**1. What is quantised.** A slab $0<z<L$ lies in a field $B\hat z$, with magnetic length $l=\sqrt{\hbar/eB}$. Two Weyl nodes sit at $k_x=\pm k_0/2$. Energy is counted from the nodes, and $k_F=\mu/\hbar v$. An electron slides along the top arc at the rate $|\dot k|=v/l^2$, which takes a time $k_0l^2/v$. It crosses the bulk in the chiral ($N=0$) Landau mode of one node in a time $L/v$, runs back along the bottom arc, and returns through the other node. The period is $t=2(k_0l^2+L)/v$ and does not depend on energy, so the levels are equally spaced by $\Delta=2\pi\hbar/t$:

$$E_n=(n+\gamma)\,\Delta,\qquad \Delta=\frac{\pi\hbar v}{k_0l^2+L}.$$

This is the result of Potter, Kimchi and Vishwanath (2014). Setting $E_n=\mu$ gives

$$\frac1{B_n}=\frac{e}{\hbar k_0}\left[\frac{\pi\hbar v\,(n+\gamma)}{\mu}-L\right],\qquad n+\gamma=\frac{F}{B}+n_L,$$

with $F=\mu k_0/\pi e v$ and $n_L=k_FL/\pi$.

**2. The same result by counting.** Each level holds one state per flux quantum, $1/2\pi l^2$ per area. Between the node energy and $\mu$ the two arcs sweep an area $S=2k_0k_F$ of the surface zone, which holds $S/4\pi^2$ states per area, or $Sl^2/2\pi$ levels. Each chiral mode adds $k_FL/2\pi$ levels. The sum is $k_F(k_0l^2+L)/\pi$, as above, and $F=\hbar S/2\pi e$ is Onsager's rule for the rectangle between the arcs. The count shows three things that the time argument hides. It is complete only if no other bulk level lies below $\mu$. The velocity in $F$ is the arc velocity $v_y$, while that in $n_L$ is the bulk velocity $v_z$; they are set equal here. And if curved arcs already enclose an area $S_0$ at the node energy, $S_0$ adds to $S$, so the $\mu$ in $F$ need not be counted from the nodes (Zhang and co-workers, 2016).

**3. A model that fixes the corrections.** Take

$$H=\hbar v\begin{pmatrix}k_y&-\partial_z+M\\ \partial_z+M&-k_y\end{pmatrix},\qquad M(k_x)=\frac{k_x^2-k_0^2/4}{k_0},$$

acting on $(a,b)$ with $a(0)=0$ and $b(L)=0$. The slope of $M$ is $\pm1$ at the nodes, so the cones are isotropic. For $M<0$ and large $L$ the state $a\propto e^{|M|z}$, $b=0$ has $E=\hbar vk_y$ and is the top arc; $b\propto e^{-|M|z}$, $a=0$ has $E=-\hbar vk_y$ and is the bottom arc. The arcs keep the length $k_0$ at every energy. In a field $k_y$ becomes $\pm i\,l^{-2}\partial/\partial k_x$. The reflection $z\to L-z$ combined with $(a,b)\to(b,-a)$ turns $H$ into $-H$, so levels come in pairs $\pm E$ and the number of zero modes is fixed modulo two. A very thin slab is gapped and has none (comment 8). Hence $\gamma=1/2$ for the lowest levels of this model. The value is not universal.

**4. Dimensional analysis.** Seven quantities enter: $\mu$, $\hbar v$, $k_BT$, $k_0$, $L$, $l$ and a mean free path $\ell$. They are built from energy and length, which leaves five independent groups, for example $k_0l$, $k_Fl$, $L/l$, $L/\ell$ and $k_BT/\mu$. The level index uses only two products, $k_Fk_0l^2$ and $k_FL$. A frequency must be $\hbar/e$ times an area in $k$ space, and four areas are available: $k_0k_F$, $k_F^2$, $k_0^2$ and $k_0/L$. Each sets one field scale. The inputs below are illustrative values typical of Cd$_3$As$_2$ microstructures: $v=1.0\times10^6$ m/s, $\mu=0.20$ eV, $k_0=0.80$ nm$^{-1}$, $L=150$ nm, $\ell=100$ nm, and a working field of 10 T. Then $k_F=0.304$ nm$^{-1}$, $l=8.11$ nm, $k_0l^2=52.7$ nm, $k_0l=6.49$, $k_Fl=2.47$ and $k_FL=45.6$.

| Scale | Expression | Model value | Meaning |
|---|---|---|---|
| $B_\times$ | $\hbar k_0/eL$ | 3.5 T | arc time equals bulk time |
| $F_b$ | $\hbar k_F^2/2e$ | 30 T | bulk frequency, quantum limit at fixed $\mu$ |
| $F$ | $\hbar k_0k_F/\pi e$ | 51 T | Weyl-orbit frequency |
| $B_t$ | $\hbar k_0^2/6e$ | 70 T | nodes merge by tunnelling |

**5. Weak and strong field.** Since $k_0l^2/L=B_\times/B$, the spacing has two expansions:

$$\Delta=\frac{\pi evB}{k_0}\left(1-\frac{B}{B_\times}+\dots\right),\qquad \Delta=\frac{\pi\hbar v}{L}\left(1-\frac{B_\times}{B}+\dots\right).$$

Below $B_\times$ the ladder looks like that of a two-dimensional gas. Above it the spacing saturates at the confinement value $\pi\hbar v/L=13.8$ meV. At 10 T the full expression gives 10.2 meV and a period of 0.41 ps. The arcs alone would give 39.3 meV, and the strong-field form to first order gives 8.9 meV, so 10 T is on the bulk side of the crossover but not deep in it. The frequency is blind to this crossover, because $n$ is exactly linear in $1/B$ on both sides. At 10 T the index is $F/B+n_L=5.09+14.5=19.6$. As $B\to\infty$ at fixed $\mu$ it falls only to $n_L$: levels with $n+\gamma<n_L$ never empty. The last crossing has $0<n+\gamma-n_L\le1$ and so lies at $B\ge F$. In the limit of small $\mu$ the crossings stop when $\mu<\gamma\Delta$, which is 5.1 meV at 10 T for $\gamma=1/2$.

**6. The quantum-limit condition.** The bulk levels are $E=\pm\hbar v\sqrt{k_z^2+2N/l^2}$ for a linear cone. The $N=1$ band lies above $\mu$ when $k_Fl<\sqrt2$, that is $B>F_b$. Only then is the chiral mode the sole exit from the end of an arc. At 10 T, $F_b/B=3.04$, so three ordinary bands per node are open as well. An electron reaches the end of its arc at the equator of the Fermi sphere, whereas the chiral mode sits at the pole, and the hand-over succeeds with some probability $P\le1$. Four hand-overs multiply the amplitude by $P^2$. The controlled window $F_b<B<B_t$ contains

$$\frac{F}{F_b}-\frac{F}{B_t}=\frac{2k_0}{\pi k_F}-\frac{6k_F}{\pi k_0}=1.68-0.73=0.95$$

periods. Many controlled periods need $k_F\ll k_0$, and here $k_F/k_0=0.38$. The area of the projected Fermi pockets, $\pi k_F^2$, is left out of $S$, and relative to $S$ it is $\pi k_F/2k_0=0.60$. At laboratory fields the formula is therefore an extrapolation whose neglected area rivals the one it keeps.

**7. Fixed $\mu$ or fixed density.** The expression for $1/B_n$ holds $\mu$ fixed. In the quantum limit of an isolated slab the carrier number is fixed instead. All carriers then sit in the one ladder, so $n+\gamma\simeq2\pi l^2n_s$ and the frequency is $hn_s/e$, whatever the orbit. With $n_s=2k_0k_F/4\pi^2+2Lk_F^3/6\pi^2$ per pair of nodes, from the zero-field $k_F$ and linear cones,

$$F_n=F+\tfrac43\,n_LF_b\approx6.4\times10^2\ \text{T}.$$

The same count moves the quantum limit from 30 T to 37 T. So the window of comment 6, where the derivation is safest, is also where a floating $\mu$ replaces $F$ by $F_n$.

**8. Thin slab.** At $B=0$ the model is exact. Squaring $H$ gives $E^2=(\hbar v)^2(k_y^2+\lambda^2)$ with $\lambda^2=M^2+q^2$, and $a=\sin qz$ obeys $\tan qL=-q/M$. The lowest root is $q=\pi/2L$ at a node, reaches zero at $M=-1/L$, and is imaginary beyond. For $|M|L\gg1$ on the arc side $\lambda\simeq2|M|e^{-|M|L}$. Bound surface states thus start a distance of about $1/L$ inside each node, a relative loss $2/k_0L=0.017$. At the arc centre $|M|=k_0/4$ and $|M|L=30$, so the hybridisation energy $\hbar v\lambda$ is $2.5\times10^{-14}$ eV. The arcs disappear for $k_0L<4$, or $L<5$ nm. Since $\lambda>0$ for all $k_x$, the slab is always gapped at zero energy, and strongly so when thin. Hybridisation is irrelevant at 150 nm.

**9. The other weak-field limit.** As $B\to0$ the electron follows one two-dimensional subband. The outermost contour joins the two arcs by the outer halves of the projected pockets. For caps linearised about the nodes its area is $2k_0k_F+\pi(k_F^2-\pi^2/L^2)$ to leading order in $1/L$; the last term is 0.5 per cent of the caps. The frequency is then 81 T, with no term $n_L$. The curvature of $M$ shrinks the caps to 0.80 of their linear area and gives 75 T. The transverse wave function changes while $k_x$ sweeps about $1/L$ near a node, in a time $l^2/vL$, and the subband gap at the node is $\pi^2\hbar v/k_FL^2$. Adiabatic following needs their product to exceed $\hbar$, so $B\ll\pi^2\hbar/ek_FL^3=6$ mT. No orbit closes within $\ell$ at such fields. The limit matters as a reminder that $F$ is not the $B\to0$ frequency of the slab.

**10. End corrections.** For $l\ll L$ the hand-over is spread over a range $1/l$ in $k_x$ around each node. Dimensional analysis then gives $k_0\to k_0-2c/l$, with $c$ a number of order one that depends on $k_Fl$ and on the boundary condition; neither its value nor its sign is derived here. For constant $c$ the index gains $-2ck_Fl/\pi\propto B^{-1/2}$, and the local frequency is

$$\frac{dn}{d(1/B)}=F\left(1-\frac{c}{k_0l}\right).$$

Half of the length correction appears because $l\propto(1/B)^{1/2}$. At 10 T the index shifts by $1.6\,c$ and the frequency by $0.15\,c$ of itself. The fan of $n$ against $1/B$ bends, $\gamma$ cannot be read from its intercept, and the second figure of $F$ is already uncertain.

**11. Short arcs and tunnelling between nodes.** In the bulk $k_z$ enters through a matrix that anticommutes with the rest of $H$, so $E^2=(\hbar vk_z)^2+\varepsilon_N^2$ exactly, where $(\varepsilon_N/\hbar v)^2$ are the eigenvalues of $A^\dagger A$ with $A=l^{-2}\partial_{k_x}+M$. This operator has the form of a diffusion problem in the potential $U=2l^2\int M\,dk_x$, and its lowest eigenvalue is the Kramers escape rate $l^{-4}/\left(\int e^{-U}\int e^{U}\right)$, with the integrals taken over the well and the barrier. Each gives $\sqrt\pi/l$ at Gaussian order. With $s=l^2\int|M|\,dk_x=k_0^2l^2/6=B_t/B$ between the nodes, and the cubic term of $U$ to lowest order,

$$\varepsilon_0\simeq\frac{\hbar v}{\sqrt\pi\,l}\,e^{-s}\left(1-\frac{5}{72s}\right).$$

At 10 T, $s=7.0$ and $\varepsilon_0=0.04$ meV. At 30 T, $s=2.3$ and $\varepsilon_0=7$ meV. The bulk index becomes $n_L\sqrt{1-\varepsilon_0^2/\mu^2}$, a loss of $n_L\varepsilon_0^2/2\mu^2=0.01$ at 30 T. Tunnelling is therefore weaker than the end correction until $s$ nears one. The two pockets of this model merge at zero field for $\mu>\hbar vk_0/4=0.13$ eV, below the chosen $\mu$. The merger removes neither the arcs nor the lowest mode, since both statements above hold at any energy, but it changes the bulk scale $F_b$, which assumed separate linear cones. $B_t$ scales as $k_0^2$: for $k_0=0.30$ nm$^{-1}$ it is 9.9 T and $F$ is 19 T.

**12. The thickness phase.** One period of oscillation corresponds to $\delta L=\pi/k_F=10.3$ nm at any field. The fundamental varies as $\cos(2\pi F/B+2k_FL-2\pi\gamma)$. If the thickness has a Gaussian spread $\sigma$ over lateral distances larger than the orbit, whose extent along $y$ is $k_0l^2$, the average carries the factor $\exp(-2k_F^2\sigma^2)$. It is 0.83 for $\sigma=1$ nm and 0.19 for 3 nm, and reaches $1/e$ at $\sigma=1/\sqrt2k_F=2.3$ nm. A wedge whose thickness varies by many times 10 nm averages the signal away, whereas a closed Fermi contour on a single surface would survive. The offset $n_L$ is known modulo one only if $L$, $\mu$ and $v_z$ are each known to much better than $1/n_L$, or 7 per cent.

**13. Tilt.** Tilt the field by $\theta$. The arcs feel $B\cos\theta$ and the bulk path is $L/\cos\theta$. The two chiral modes carry the momenta of their nodes along the field, and these no longer cancel. With $\mathbf k_W$ the node separation, its sign set by the chiralities,

$$n+\gamma=\frac{F}{B\cos\theta}+\frac{(2k_F+\mathbf k_W\cdot\hat{\mathbf B})\,L}{2\pi\cos\theta}.$$

The first term changes at order $\theta^2$. The new term is linear: for a tilt toward the node axis it is $k_0L\tan\theta/2\pi=0.33$ at one degree.

**14. Scattering: $L/\ell$ or $2L/\ell$.** Let $\tau$ be the quantum lifetime, so that the probability of staying in a state falls as $e^{-t/\tau}$, and let $\ell=v\tau$. Each level is a Lorentzian of half-width $\Gamma=\hbar/2\tau$, here 3.3 meV. The $p$-th Fourier component of the broadened ladder is reduced by $e^{-2\pi p\Gamma/\Delta}$, so the fundamental carries

$$R_D=\exp\left(-\frac{k_0l^2+L}{\ell}\right).$$

Quantum oscillations measure the amplitude for closing the orbit, which is the square root of the survival probability. The thickness factor is therefore $e^{-L/\ell}=0.22$. The form $e^{-2L/\ell}=0.050$ is the probability of surviving both crossings and also the factor of the second harmonic. A fit of the fundamental to $e^{-2L/\ell'}$ returns $\ell'=2\ell$. The arc factor is 0.59 at 10 T and $R_D=0.13$. For $B\ll B_\times$ this is an ordinary Dingle factor, exponential in $1/B$. For $B\gg B_\times$ it saturates at $e^{-L/\ell}$, with relative correction $-k_0l^2/\ell$, and more field buys little. Surfaces and bulk need not share one $\ell$; the exponent is then $k_0l^2/\ell_s+L/\ell_b$.

**15. Size against the bulk oscillation.** The ladder has a sheet density of states $(2\pi l^2\Delta)^{-1}[1+2R_D\cos(\dots)]$, with fundamental amplitude $(k_0l^2+L)R_D/\pi^2l^2\hbar v$. A bulk node with continuous $k_z$ has, per volume, $(4\pi^2l^2\hbar v)^{-1}[1+2\sum_{N\ge1}(1-N/N_0)^{-1/2}]$ with $N_0=F_b/B$. Poisson summation gives a smooth part $4N_0$ and a fundamental of amplitude $2\sqrt{2N_0}=2k_Fl$ in the bracket. The bulk orbit has radius $k_Fl^2=20$ nm and Dingle factor $e^{-\pi k_Fl^2/\ell}=0.53$. For two nodes and $P=1$,

$$\frac{A_W}{A_b}=\frac{1+k_0l^2/L}{k_Fl}\,\exp\left(-\frac{k_0l^2+L-\pi k_Fl^2}{\ell}\right)=0.55\times0.25=0.14.$$

The ratio is not a pure exponential in $L$. Its local decay rate is $1/\ell+k_0l^2/L(L+k_0l^2)$, which corresponds to 85 nm at $L=150$ nm for $\ell=100$ nm. For $L\ll k_0l^2$ the prefactor grows as $1/L$, the usual surface-to-volume law. For $L\gg k_0l^2$ it is constant and the exponential acts alone. This is a ratio in the density of states; the weights in the resistance differ.

**16. Temperature.** Convolving with the Fermi derivative gives the Lifshitz–Kosevich factor $X/\sinh X$ with $X=2\pi^2k_BT/\Delta$. It is $1-X^2/6$ for small $X$ and $2Xe^{-X}$ for large $X$. The crossover $X=1$ lies at 6.0 K for 10 T and cannot exceed 8.1 K at any field. At 2 K the factor is 0.98. Writing $\Delta=\hbar eB/m^*$,

$$m^*=\frac{\hbar k_0+eBL}{\pi v}=\frac{\hbar k_0}{\pi v}\left(1+\frac{B}{B_\times}\right).$$

The arc part is $0.029\,m_e$ and the total at 10 T is $0.11\,m_e$, which is 3.2 times the bulk cyclotron mass $\mu/v^2=0.035\,m_e$. A mass that grows linearly with $B$ and with $L$ is a sharper test of a through-the-bulk orbit than the frequency, because it does not involve $\mu$, $S_0$ or $\gamma$.

**17. Cd$_3$As$_2$ is a Dirac semimetal.** Its two Dirac points lie on the [001] axis, so a slab face that contains this axis shows them apart. Each point is a pair of Weyl nodes of opposite chirality, and the ideal picture is two uncoupled copies of the orbit with opposite $\mathbf k_W$. Their fundamentals add to a factor $\cos(k_0L\tan\theta)$ under tilt toward [001], with a first zero at $0.75^\circ$. A field off the fourfold axis also couples and shifts the copies. For size, take $g\approx20$ as an illustrative value: $g\mu_BB/2=5.8$ meV at 10 T, over half of $\Delta$. If this energy displaces the chiral modes in full, the index moves by $5.8/13.8=0.42$. The shift is linear in $B$, so it alters the local frequency by 4.2 T. The double arcs of a Dirac semimetal are moreover not protected against deforming into a closed surface contour, which oscillates with $B\cos\theta$ too but has no $n_L$, no $e^{-L/\ell}$ and a constant mass.

**18. The model's numbers.** For 150 nm and 10 T the model gives $F\approx51$ T, $n_L\approx14.5$, $\Delta\approx10$ meV, $R_D\approx0.13$ and $m^*\approx0.11\,m_e$. These belong to the model and not to the material. The values of $v$, $\mu$ and $k_0$ were chosen so that both frequencies fall in the typical range of some tens of tesla, so $F$ tests nothing, and it is open to the end correction of $0.15\,c$ and to a neglected pocket area of relative size 0.60. The mass is where the model misses: as typical knowledge, the surface-like oscillation in such microstructures has a mass near $0.05\,m_e$, close to the bulk one, so the model is too heavy by roughly a factor of two, and the excess comes from the bulk term $eBL/\pi v$.